**Problem.** A layer of $^{40}$K ($m = 39.964$ u $= 6.636\times10^{-26}$ kg) holds $N_\sigma = 2000$ atoms in each of two spin states, $N = 4000$, at $T=0$. The trap data are illustrative, typical inputs: axial frequency $\omega_z = 2\pi\times75$ kHz, isotropic radial frequency $\omega = 2\pi\times125$ Hz $= 785.4$ s$^{-1}$, Gaussian beam waist $w = 150\ \mu$m. The 2D scattering length is $a = 2.5\ \mu$m, defined by the dimer energy $E_b=\hbar^2/ma^2$. For the uniform gas, with $k_F=\sqrt{2\pi n}$ and $\eta=\ln k_Fa\gg1$, I take as given the perturbative energy per particle $\tfrac12E_F f(\eta)$, $f = 1-1/\eta+A/\eta^2$, $A=\tfrac34-\ln2=0.0569$.

(a) Derive the motion of $I=\sum_i r_i^2$ for a scale-invariant $H_0$. (b) Apply it to a sudden change from $\omega_i=2\pi\times100$ Hz to $\omega$, starting from the ideal-gas ground state. (c) Find the small-amplitude shift due to $a$, and compare it with that due to $w$.

**(a) Algebra.** I write $H=H_0+U$, $U=\tfrac12m\omega^2I$, $G=\tfrac12\sum_i(\mathbf r_i\cdot\mathbf p_i+\mathbf p_i\cdot\mathbf r_i)$. If $H_0\to b^{-2}H_0$ when all lengths are stretched by $b$, boundary conditions included, then
$$[I,H_0]=\frac{2i\hbar}{m}G,\qquad [G,H_0]=2i\hbar H_0,\qquad [G,I]=-2i\hbar I .$$
In the Heisenberg picture $\dot O=[O,H]/i\hbar$, so $\dot I=2G/m$ and $\dot G=2H_0-2U=2H-2m\omega^2I$. Since $H$ is conserved,
$$\frac{d^2\langle I\rangle}{dt^2}+4\omega^2\langle I\rangle=\frac{4E}{m}.$$
I linearised nothing, so this holds for any state and amplitude, and it has no damping term (Pitaevskii and Rosch, 1997). With $L_\pm=H_0-U\pm i\omega G$ the same commutators give $[H,L_\pm]=\pm2\hbar\omega L_\pm$ and $[L_-,L_+]=4\hbar\omega H$, the algebra of SO(2,1). As $H$ is bounded below, each ladder starts at a state with $L_-\psi=0$ and climbs in steps $2\hbar\omega=1.657\times10^{-31}$ J.

**(b) Quench.** A stationary state has $\langle\dot G\rangle=0$, hence $\langle H_0\rangle=\langle U\rangle=E_i/2$ and $I_0=E_i/m\omega_i^2$. After the switch $E=\tfrac12E_i(1+\omega^2/\omega_i^2)$, and $\langle\dot I\rangle(0)=0$. With $\kappa=\omega_i^2/\omega^2=0.64$,
$$\langle I\rangle(t)=I_0\left[\tfrac12(1+\kappa)+\tfrac12(1-\kappa)\cos2\omega t\right].$$
The semiclassical density of states per spin, $\epsilon/(\hbar\omega_i)^2$, gives $E_F=\hbar\omega_i\sqrt{2N_\sigma}$ and $E_i/N=\tfrac23E_F=2.794\times10^{-30}$ J. Then $E/N=3.580\times10^{-30}$ J and $I_0/N=106.6\ \mu$m$^2$, so
$$\langle r^2\rangle(t)=87.4\ \mu\text{m}^2+19.2\ \mu\text{m}^2\cos2\omega t .$$
The rms radius swings between $10.33\ \mu$m and $8.26\ \mu$m at 250 Hz, period 4.00 ms. The ratio of radii and the frequency are the same for any scale-invariant $H_0$.

**(c) Anomaly.** A 2D delta potential scales as length$^{-2}$, but it needs renormalisation, which brings in $a$. Stretching now maps $H_0(a)\to b^{-2}H_0(a/b)$, so $[G,H_0]=i\hbar(2H_0+a\,\partial_aH_0)$ and the equation of motion gains the source $(2/m)\langle a\,\partial_aH_0\rangle$, which oscillates with the cloud.

The unperturbed mode is a pure dilation, and I assume it stays one to first order in the symmetry breaking. Let $\varepsilon(s)$, $s=\ln a$, be the internal energy of the fixed equilibrium profile, whose $\langle I\rangle$ and $\langle U\rangle$ I call $I_0$ and $U$. The dilated cloud has flow energy $\tfrac12mI_0\dot b^2$ and potential
$$\mathcal E(b)=b^{-2}\varepsilon(s-\ln b)+Ub^2 .$$
Equilibrium at $b=1$ requires $2U=2\varepsilon+\varepsilon'$. The curvature there is $3(2\varepsilon+\varepsilon')+2\varepsilon'+\varepsilon''+2U$, and $mI_0=2U/\omega^2$, so
$$\frac{\omega_B^2}{\omega^2}=4+\frac{2\varepsilon'+\varepsilon''}{2\varepsilon+\varepsilon'} .$$
In the local-density approximation $\varepsilon=\int\tfrac12nE_F(n)f\,d^2r$, with weight $n^2$. For $n\propto u=1-r^2/R^2$ the local coupling is $\eta_0+\tfrac12\ln u$, whose weighted mean is $\bar\eta=\eta_0-\tfrac16$. The thin edge where the expansion fails carries negligible weight. Using $f'=\eta^{-2}-2A\eta^{-3}$, $f''\simeq-2\eta^{-3}$ and $1/f\simeq1+1/\eta$,
$$\frac{\omega_B^2}{\omega^2}=4+\frac1{\bar\eta^2}-\frac{2A}{\bar\eta^3},\qquad \delta_a=\frac{\omega_B}{2\omega}-1=\frac{1}{8\bar\eta^2}\left(1-\frac{2A}{\bar\eta}\right).$$
The large term $-1/\eta$ shifts nothing by itself; only its running with density does.

Numbers at $\omega$, from the ideal profile: $\ell=\sqrt{\hbar/m\omega}=1.422\ \mu$m, $E_F=\hbar\omega\sqrt{2N_\sigma}=h\times7.91$ kHz, $k_F=(8N_\sigma)^{1/4}/\ell=7.907\ \mu$m$^{-1}$, $\eta_0=2.984$, $\bar\eta=2.817$. Then $1/8\bar\eta^2=0.0157$ and $2A/\bar\eta=0.040$, so
$$\delta_a\approx+1.5\ \%,\qquad \Delta f_a\approx+3.8\ \text{Hz}.$$
The dropped $\eta^{-4}$ terms are of relative order $1/\bar\eta^2=0.13$, and corrections from the frozen third direction are of relative order $E_F/\hbar\omega_z=0.105$. The second figure of $\delta_a$ is therefore soft.

**Anharmonicity.** The beam potential $V_0(1-e^{-2r^2/w^2})\simeq\tfrac12m\omega^2r^2(1-r^2/w^2)$ adds $Wb^4$ to $\mathcal E$, with $W/U=-\langle r^4\rangle/(\langle r^2\rangle w^2)$. For constant $\varepsilon$, equilibrium gives $\varepsilon=U+2W$, the curvature is $8U+24W$, and $\delta_w=\tfrac32W/U$. The profile $u$ has $\langle r^4\rangle/\langle r^2\rangle=R^2/2$, so $\delta_w=-\tfrac34R^2/w^2$. The ideal radius is $R^2=2E_F/m\omega^2=255.9\ \mu$m$^2$. Attraction gives $\mu\simeq\varphi E_F(n)$ with $\varphi=1-1/\bar\eta=0.645$; at fixed $N$ both the central $\mu$ and $R^2$ scale as $\sqrt\varphi$, so $R^2\approx206\ \mu$m$^2$ and
$$\delta_w\approx-0.7\ \%,\qquad\Delta f_w\approx-1.7\ \text{Hz}.$$
This cancels nearly half of the anomaly, so I cannot drop it.

**Result.** With $\omega$ the frequency at the trap bottom, the model's net shift is $+0.8\ \%$, a breathing frequency of about 252 Hz against the symmetric 250 Hz. The anomaly part belongs to a strictly 2D, zero-temperature model. As typical knowledge, real layers sit at a few tenths of $T_F$, and their anomalous shifts are commonly a few times smaller than such predictions, so $\delta_a$ probably overshoots a real K-40 layer by a factor of that size.